# Dynamic collision frequency: a one-mode model, and ionised donors in n-GaAs

## Statement and conventions

Fields vary as $e^{-i\omega t}$ and formulas are in SI. Electrons have density $n$, charge $-e$ and a parabolic mass $m$. Fixed scatterers have density $n_i$, structure factor $S_{ii}(q)$ and potential energy $V_q$ (energy × volume), not screened by the carriers. The retarded density response, $\delta n=\chi\,U_{\rm ext}$, includes both spins and the electron–electron interaction, so $\chi(q,0)<0$ and $-{\rm Im}\chi\ge0$ for $\omega>0$.

The collision frequency, or memory function, is *defined* by

$$\sigma(\omega)=\frac{ne^2/m}{\nu(\omega)-i\omega}.\tag{1}$$

To second order in $V$, for an isotropic system,

$$\nu(\omega)=\frac{i}{\omega}\,\frac{n_i}{nm}\int\!\frac{d^3q}{(2\pi)^3}\,\frac{q^2}{3}\,|V_q|^2S_{ii}(q)\,[\chi(q,\omega)-\chi(q,0)],\tag{2}$$

so ${\rm Re}\,\nu$ is the same integral over $-{\rm Im}\chi(q,\omega)$ with prefactor $n_i/(nm\omega)$. The high-frequency form goes back to Hopfield (1965), its use in the denominator of (1) to Götze and Wölfle (1972). The model below has two coupled coordinates, and for it (1) with (2) is exact.

## The model

Take $N$ electrons in a volume $\mathcal V$, with centre of mass $X$, total mass $M=Nm$ and internal positions $\xi_j=x_j-X$. Keep one Fourier pair $\pm q$ of the scattering potential, $U_0\cos qx$. With $C=\sum_j\cos q\xi_j$ and $S=\sum_j\sin q\xi_j$,

$$\sum_jU_0\cos q(\xi_j+X)=U_0\,(C\cos qX-S\sin qX).$$

Galilean invariance decouples $X$ from the internal motion when $U_0=0$. The one modelling step is to treat $C$ and $S$ as harmonic oscillators of frequency $\Omega$ and inertia $\mu$:

$$L=\tfrac12M\dot X^2+\tfrac{\mu}{2}\left[\dot C^2+\dot S^2-\Omega^2(C^2+S^2)\right]-U_0(C\cos qX-S\sin qX)-NeEX .$$

A potential $U\cos qx$ gives $\delta C=\mathcal V\chi U/2$, and the oscillator gives $\delta C=U/[\mu(\omega^2-\Omega^2)]$. A single pole that exhausts the f-sum rule has $\chi=(nq^2/m)/(\omega^2-\Omega^2)$, hence $1/\mu=Nq^2/2m$.

## Solution

At $E=0$ the point $X=S=0$, $C_0=-U_0/\mu\Omega^2$ is an equilibrium: a static density wave sits in the potential. To second order in small displacements the coupling yields a spring $\tfrac12KX^2$ with $K=-q^2U_0C_0=q^2U_0^2/\mu\Omega^2$ and a cross term $-qU_0SX$, while $\delta C$ decouples. Let the mode also decay at a rate $\gamma$ into other internal motion. Then

$$M\ddot X=-KX+qU_0S-NeE,\qquad \mu(\ddot S+\gamma\dot S+\Omega^2S)=qU_0X .$$

At fixed $U_0$, $C_0$ grows as $N$, the fluctuations of $S$ as $N^{1/2}$, and those of $X$ fall as $N^{-1/2}$. The anharmonic terms therefore drop out for $N\to\infty$, and the linear equations give the classical and the quantum response alike. Eliminate $S$, set $u=-i\omega X$, write the force from the potential as $-M\nu u$ and use $j=-neu$. This gives (1) with

$$\nu(\omega)=\frac{i\lambda\Omega^2(\omega+i\gamma)}{\omega^2-\Omega^2+i\gamma\omega},\qquad {\rm Re}\,\nu=\frac{\lambda\Omega^4\gamma}{(\omega^2-\Omega^2)^2+\gamma^2\omega^2},\tag{3}$$

where $\lambda=K/M\Omega^2=q^4U_0^2/(2m^2\Omega^4)$. No expansion in $\lambda$ was made, yet $\nu$ is strictly proportional to $U_0^2$.

**Undamped case.** For $\gamma\to0$,

$$\frac{\sigma}{ne^2/m}=\frac{1}{1+\lambda}\,\frac{i}{\omega}+\frac{\lambda}{1+\lambda}\,\frac{i\omega}{\omega^2-\Omega^2(1+\lambda)} .\tag{4}$$

The normal modes have squared frequencies $0$ and $\Omega^2(1+\lambda)$. The zero mode is the gas sliding while the density wave stays on the potential. The two weights add to one, which is the conductivity sum rule. At $\omega=\Omega$, where $\nu$ has its pole, $\sigma$ vanishes.

Second-order perturbation theory for $\sigma$ itself gives $i/\omega+\nu/\omega^2$, with Drude weight $1-\lambda$ and a line of weight $\lambda$ at the bare $\Omega$. For the illustrative value $\lambda=0.5$:

| | Drude weight | line position$/\Omega$ | line weight |
|---|---|---|---|
| exact, (4) | 0.667 | 1.225 | 0.333 |
| $\sigma$ to second order | 0.5 | 1 | 0.5 |

For $\lambda>1$ the expanded Drude weight turns negative, while (1) stays exact. This is the reason for expanding $\nu$ and not $\sigma$.

**Damped case.** Equation (3) gives $\nu(0)=\lambda\gamma$. A dc resistance needs $-{\rm Im}\chi\propto\omega$ at low frequency, which a sharp mode lacks. For $\gamma\to0$ and $\omega>0$, ${\rm Re}\,\nu\to\tfrac{\pi}{2}\lambda\Omega^2\delta(\omega-\Omega)$.

## Comparison with the general statement

With $\mathcal V\chi/2=1/[\mu(\omega^2-\Omega^2+i\gamma\omega)]$, equation (3) reads

$$\nu=\frac{i}{\omega}\,\frac{q^2U_0^2\mathcal V}{2M}\,[\chi(\omega)-\chi(0)] .$$

The subtraction $-\chi(0)$ is the spring $K$. It guarantees that a static shift of the gas costs no energy. Scatterers with density component $\rho^i_q$ give $U_0=2|V_q\rho^i_q|/\mathcal V$, and $\langle|\rho^i_q|^2\rangle=n_i\mathcal VS_{ii}$, so $U_0^2\mathcal V/2\to2n_i|V_q|^2S_{ii}$ per pair. For a general direction $q^2$ becomes $q_x^2$, which averages to $q^2/3$. Summing over pairs gives (2), prefactor included. Any $\chi$ is a superposition of poles, so the result is not tied to one pole per $q$.

What does not carry over is exactness. In a real gas the density modes are not independent oscillators, and $\nu$ has terms beyond $V^2$. Equation (2) is then controlled for weak $V$ and $\omega\gg|\nu|$, and its use at $\omega\to0$ is an extrapolation to be tested.

## Inputs for n-GaAs

Compiled measured values: $m=0.067\,m_e$ and $E_g=1.519$ eV (0 K, Vurgaftman 2001), $\epsilon_s=12.87$ (300 K, Rakita 2019), $\epsilon_\infty=10.88$ (300 K, Skelton 2020), $\omega_{LO}=293$ cm$^{-1}$ (Han 2011), which is 36.3 meV. Assumed: $n=n_i=10^{18}$ cm$^{-3}$ (no compensation), random donors ($S_{ii}=1$), and $k_BT\ll E_F$.

A donor is static, so the lattice screens it with $\epsilon_s$: $|V_q|=B/q^2$ with $B=e^2/\epsilon_0\epsilon_s=4\pi\hbar^2/ma^*$. Derived scales: $k_F=0.309$ nm$^{-1}$, $E_F=54.4$ meV, $a^*=10.2$ nm, ${\rm Ry}^*=\hbar^2/2ma^{*2}=5.50$ meV. At 77 K, $k_BT=6.6$ meV.

**Size of $\lambda$ for the plasmon.** Give all modes with $q<q_c$ one frequency, $\Omega^2=nB/m$, so $\hbar\Omega=40.0$ meV. Degenerate modes act as one, because only one combination couples to $X$. In (2) the powers of $q$ cancel, $q^2\cdot q^{-4}\cdot q^2$, and $\lambda=(n_i/n)(q_c/k_F)^3/6$. With the cutoff $q_c=\Omega/v_F=0.367\,k_F$ the model gives $\lambda=0.0083$ and a line at 40.2 meV. Plasmon emission at donors thus holds under one per cent of the spectral weight. The line position is the model's only: the LO phonon lies close by, and the crystal has coupled plasmon–phonon modes there.

The rest comes from electron–hole pairs. With $x=q/k_F$, $w=\hbar\omega/E_F$, $y_\pm=w/2x\pm x/2$ and $N_0=mk_F/\pi^2\hbar^2$, the Lindhard function at $T=0$ has

$$-{\rm Im}\chi_0=\frac{\pi N_0}{4x}\left[(1-y_-^2)\,\theta(1-y_-^2)-(1-y_+^2)\,\theta(1-y_+^2)\right].\tag{5}$$

In RPA, $\chi=\chi_0/\varepsilon$ and $-{\rm Im}\chi=-{\rm Im}\chi_0/|\varepsilon|^2$ inside the pair continuum, with $\varepsilon(q,\omega)$ the carrier dielectric function.

## Limit $\omega\to0$: Ziman

For $w\to0$ and $x<2$ the bracket in (5) equals $y_+^2-y_-^2=w$. Equation (2) becomes

$$\nu(0)=\frac{n_im}{4\pi\hbar^3k_F^3}\int_0^{2k_F}\!dq\,q^3\left|\frac{V_q}{\varepsilon(q,0)}\right|^2S_{ii}(q),$$

which is Ziman's formula (1961), and equals the Born transport rate at the Fermi surface. Thomas–Fermi screening, $|V_q|/\varepsilon=B/(q^2+BN_0)$, gives

$$\hbar\nu(0)=\frac{n_i}{n}\,\frac{4\,{\rm Ry}^*}{3\pi}\left[\ln(1+b)-\frac{b}{1+b}\right],\qquad b=\pi k_Fa^* .$$

Here $b=9.88$, the bracket is 1.479, $\hbar\nu(0)=3.45$ meV, $1/\nu(0)=0.191$ ps, and the model's mobility is $e/m\nu(0)=5.0\times10^3$ cm$^2$/Vs.

The extrapolation works here because all carriers that matter share one relaxation time. Otherwise it fails. Equation (2) gives $\sigma\propto1/\langle\tau^{-1}\rangle$, while the Boltzmann equation for independent electrons gives $\langle\tau\rangle$, both averaged with weight $E^{3/2}(-\partial f/\partial E)$. For a nondegenerate gas with $\tau\propto E^{3/2}$ the product is $\Gamma(4)\Gamma(1)/\Gamma(5/2)^2=32/3\pi=3.40$.

## Limit $\hbar\omega\gg E_F$: the $\omega^{-3/2}$ law

When the photon energy dominates, each $q$ is again a single sharp mode, with $\Omega_q=\hbar q^2/2m$, and the pole form gives $-{\rm Im}\chi=\pi n\,\delta(\hbar\omega-\hbar^2q^2/2m)$. For Coulomb centres $q^2\,dq\cdot q^2\cdot q^{-4}=dq$, so only the density of modes at $q_0=\sqrt{2m\omega/\hbar}$ enters:

$${\rm Re}\,\nu=\frac{n_iB^2}{6\pi\hbar^2\omega q_0},\qquad \hbar\,{\rm Re}\,\nu=\frac{n_i}{n}\,\frac{32\,{\rm Ry}^*}{9\pi}\,w^{-3/2}.\tag{6}$$

One power $\omega^{-1}$ is the prefactor of (2), and $\omega^{-1/2}$ comes from $1/q_0$. The exponent belongs to ${\rm Re}\,\nu$. The conductivity ${\rm Re}\,\sigma\simeq(ne^2/m)\,{\rm Re}\,\nu/\omega^2$ falls as $\omega^{-7/2}$, so at constant refractive index the absorption grows as wavelength to the power 3.5.

The Fermi sea can be kept in closed form. For $w>1$ only the first term of (5) survives, for $s-1<x<s+1$ with $s=\sqrt{1+w}$. With $\varepsilon=1$,

$$\hbar\,{\rm Re}\,\nu=\frac{n_i}{n}\,\frac{8\,{\rm Ry}^*}{3\pi}\,\frac{I(w)}{w},\qquad I=\int_{s-1}^{s+1}\!\frac{dx}{x}(1-y_-^2)=\Big(1+\frac w2\Big)\ln\frac{s+1}{s-1}-s .\tag{7}$$

For large $w$, (7) is (6) times $1-1/(10w)+\dots$

The absorption coefficient is $\alpha={\rm Re}\,\sigma/(\epsilon_0c\,n_r)$ with $n_r^2=\epsilon_\infty(1-\omega_p^2/\omega^2)$ and $\omega_p^2=ne^2/\epsilon_0\epsilon_\infty m$, so $\hbar\omega_p=43.5$ meV. Lattice dispersion is dropped.

| wavelength (µm) | $\hbar\omega$ (meV) | $w$ | $\hbar{\rm Re}\,\nu$, (7) (meV) | (6) (meV) | $n_r$ | $\alpha$ (cm$^{-1}$) |
|---|---|---|---|---|---|---|
| 10 | 124 | 2.28 | 1.74 | 1.81 | 3.09 | 38 |
| 8 | 155 | 2.85 | 1.26 | 1.30 | 3.17 | 17 |
| 6 | 207 | 3.80 | 0.82 | 0.84 | 3.22 | 6.2 |

Between 10 and 6 µm, (7) falls with an effective exponent 1.47, already close to $3/2$. A constant-$\nu$ Drude fit that used the dc value would overestimate the donor absorption at 10 µm by a factor 2.0.

## What the numbers leave out

All sizes refer to 10 µm.

- **Dynamic screening.** Weighting the integrand of (7) with $1/|\varepsilon|^2$, where $\varepsilon=1-e^2\chi_0/\epsilon_0\epsilon_\infty q^2$ with the complex Lindhard function, multiplies ${\rm Re}\,\nu$ by 1.02. Antiscreening at small $q$ nearly cancels screening at large $q$.
- **${\rm Im}\,\nu$.** The spring term, without screening, is $8{\rm Ry}^*/3w=6.4$ meV, about 5 per cent of $\hbar\omega$. Screening lowers it, and the dynamic part has the opposite sign (it equals $-{\rm Re}\,\nu$ in the limit of (6)). The change of $\alpha$ is roughly a tenth at most.
- **Orders beyond $V^2$.** The Coulomb parameter $\eta=\sqrt{{\rm Ry}^*/E}$ is $\eta_i=0.32$ at $E_F$ and $\eta_f=0.18$ at $E_F+\hbar\omega$. For an unscreened attractive centre the Elwert factor $(\eta_i/\eta_f)(1-e^{-2\pi\eta_f})/(1-e^{-2\pi\eta_i})$ estimates an enhancement of 1.4. As $\omega\to\infty$ it tends to the constant $2\pi\eta_i/(1-e^{-2\pi\eta_i})$, the pile-up of electrons at the donor. The exponent in (6) survives and the prefactor does not.
- **Nonparabolicity.** The two-band estimate $E(1+E/E_g)=\hbar^2k^2/2m$ raises the velocity mass by $2E/E_g$: 7 per cent at $E_F$ and 23 per cent in the final state.
- **LO phonons.** At $T=0$, replace $n_i|V_q|^2$ in the real part of (2) by $e^2\hbar\omega_{LO}(\epsilon_\infty^{-1}-\epsilon_s^{-1})/2\epsilon_0q^2$ and evaluate (5) at $\omega-\omega_{LO}$. This gives $\hbar\,{\rm Re}\,\nu=0.9$ meV, about half the donor term. It decays only as $\omega^{-1/2}$ at high frequency, so it gains on the donors at short wavelength and pulls the overall wavelength exponent below 3.5.

The tabulated $\alpha$ is therefore the model's donor contribution, uncertain by some tens of per cent, and not the absorption of the material. The dc side shows the same limits. A typical mobility of n-GaAs at this doping is roughly $3\times10^3$ cm$^2$/Vs, so the model lies high by a factor of about 1.7, the direction expected from compensation, phonons, the heavier mass and scattering beyond second order in $V$.